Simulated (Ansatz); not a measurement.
ScPt: pressure and energy above lowest point against volume scale

All results are calculated (Ansatz 0.2.0). Free energy against uniform scaling of the volume at fixed shape and fractions; periodic cell, basis, potentials, k mesh and filling as listed.

The cell before it is scaled or strained (space group Pm-3m, No. 221):
```
ScPt
1.0
      3.2700     0.0000     0.0000
      0.0000     3.2700     0.0000
      0.0000     0.0000     3.2700
Sc Pt
1 1
Direct
  0.50000 0.50000 0.50000
  0.00000 0.00000 0.00000
```

Settings of every row: functional r2SCAN; dispersion D3(BJ); potentials PAW; wave cutoff 630 eV; density cutoff 2520 eV; k mesh 9x9x9; k shift 0x0x0; occupations cold; smearing width 0.1 eV; spin none.

Limits: coarse k mesh, up to 40 meV an atom off; dispersion damping borrowed; no spin-orbit coupling, which can matter with elements this heavy.

```csv
row,volume scale,V (Å³/atom),pressure (GPa),energy above lowest point (meV/atom)
1,0.88,15.385,25.54,145.2
2,0.92,16.084,14.95,57.6
3,0.96,16.784,?,?
4,1,17.483,-0.62,0
5,1.04,18.182,-6.16,15.2
6,1.08,18.882,-10.6,52.2
7,1.12,19.581,-14.15,106.5
```

Question: what pressure and energy above lowest point should row 3 give?

Worked fit of pressure. Take u = (V_r/V)^(2/3) − 1 with V_r = 17.832 Å³ an atom, which is twice the finite (Eulerian) strain; such expansions in the strain, on which the Birch-Murnaghan equation of state is built, carry the rest volume and the bulk modulus. The shown rows have u = 0.10341, 0.0712, 0.01326, -0.01287, -0.03742, -0.06047. Least squares give pressure = −3.544 + 213.986 × u + 648.46 × u² GPa; a straight line predicts inner rows, each left out in turn, worse (root mean square 1.7 against 0.051 GPa). The rows lie off it by 0.02, -0.03, -0.03, 0.03, 0.04, -0.04. The pressure vanishes at u = 0.0158, or V = 17.42 Å³ an atom, and there the bulk modulus at fixed shape and fractions is B = −V dP/dV = (2/3)(1 + u) dP/du = 159 GPa. The withheld row has u = 0.04121, so the fit gives −3.544 + 213.986 × (0.04121) + 648.46 × (0.04121)² = 6.38 GPa.

The calculation gave 6.31 GPa. The fit lies 0.07 GPa (1.1 % of the value, 0.18 % of the column's range) above it; its largest miss of a shown row is 0.04 GPa.

Worked fit of energy above lowest point. Take u = (V_r/V)^(2/3) − 1 with V_r = 17.832 Å³ an atom, which is twice the finite (Eulerian) strain; such expansions in the strain, on which the Birch-Murnaghan equation of state is built, carry the rest volume and the bulk modulus. The shown rows have u = 0.10341, 0.0712, 0.01326, -0.01287, -0.03742, -0.06047. Least squares give energy above lowest point = 4.6 − 587.51 × u + 18407.5 × u² + 4095 × u³ meV/atom; a parabola predicts inner rows, each left out in turn, worse (root mean square 0.7 against 0.12 meV/atom). The rows lie off it by 0.0, 0.0, -0.1, 0.0, 0.1, 0.0. Its lowest point lies at u = 0.0159, or V = 17.42 Å³ an atom, and the curvature there gives the bulk modulus at fixed shape and fractions, B = (4/9)(1 + u)² E″(u)/V = 157 GPa. The withheld row has u = 0.04121, so the fit gives 4.6 − 587.51 × (0.04121) + 18407.5 × (0.04121)² + 4095 × (0.04121)³ = 11.9 meV/atom.

The calculation gave 11.9 meV/atom. The fit meets it to the printed digit.
